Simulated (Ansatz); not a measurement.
YHg: the change of pressure with volume per atom

All results are calculated (Ansatz 0.2.0). Periodic Kohn-Sham DFT of a crystal at fixed atoms; pressure and stress are positive in compression; the energy is the free energy less that of spherical unpolarised free atoms; site moments are those in the method's own spheres, positive along +z.

Cell of the first row (space group Pm-3m, No. 221):
```
cell vectors (Å)
   3.6068     0.0000     0.0000
   0.0000     3.6068     0.0000
   0.0000     0.0000     3.6068
atoms (fractions of the cell vectors)
Y   0.50000  0.50000  0.50000
Hg  0.00000  0.00000  0.00000
```

Settings of every row: method frozen-core PAW; functional LDA; relativity scalar; k mesh 11x11x11; filling fermi-dirac; smearing width 0.08 eV; wave cutoff 420 eV; paw set soft_2.

Atom start moment: 0 on all atoms.

Limits: PAW files made with PBE; no spin-orbit coupling on heavy atoms.

```csv
row,volume per atom (Å³),pressure (GPa)
1,23.461,1.183
2,23.96,-0.553
3,24.459,-2.101
4,24.709,-2.811
5,24.959,-3.481
6,25.208,-4.113
7,25.458,?
8,25.957,-5.802
9,26.456,-6.771
```

Question: what pressure should row 7 give?

Worked fit of pressure. Take u = (V_r/V)^(2/3) − 1 with V_r = 24.834 Å³ an atom, which is twice the finite (Eulerian) strain; such expansions in the strain, on which the Birch-Murnaghan equation of state is built, carry the rest volume and the bulk modulus. The shown rows have u = 0.03864, 0.02417, 0.0102, 0.00337, -0.00334, -0.00992, -0.02905, -0.0413. Least squares give pressure = −3.1516 + 99.943 × u + 307.51 × u² + 236 × u³ GPa; a parabola predicts inner rows, each left out in turn, worse (root mean square 0.0037 against 0.0011 GPa). The rows lie off it by 0.000, 0.000, -0.001, 0.000, 0.001, 0.000, -0.001, 0.000. The pressure vanishes at u = 0.0289, or V = 23.79 Å³ an atom, and there the bulk modulus at fixed shape and fractions is B = −V dP/dV = (2/3)(1 + u) dP/du = 81.2 GPa. The withheld row has u = -0.01641, so the fit gives −3.1516 + 99.943 × (-0.01641) + 307.51 × (-0.01641)² + 236 × (-0.01641)³ = -4.710 GPa.

The calculation gave -4.71 GPa. The fit meets it to the printed digit.
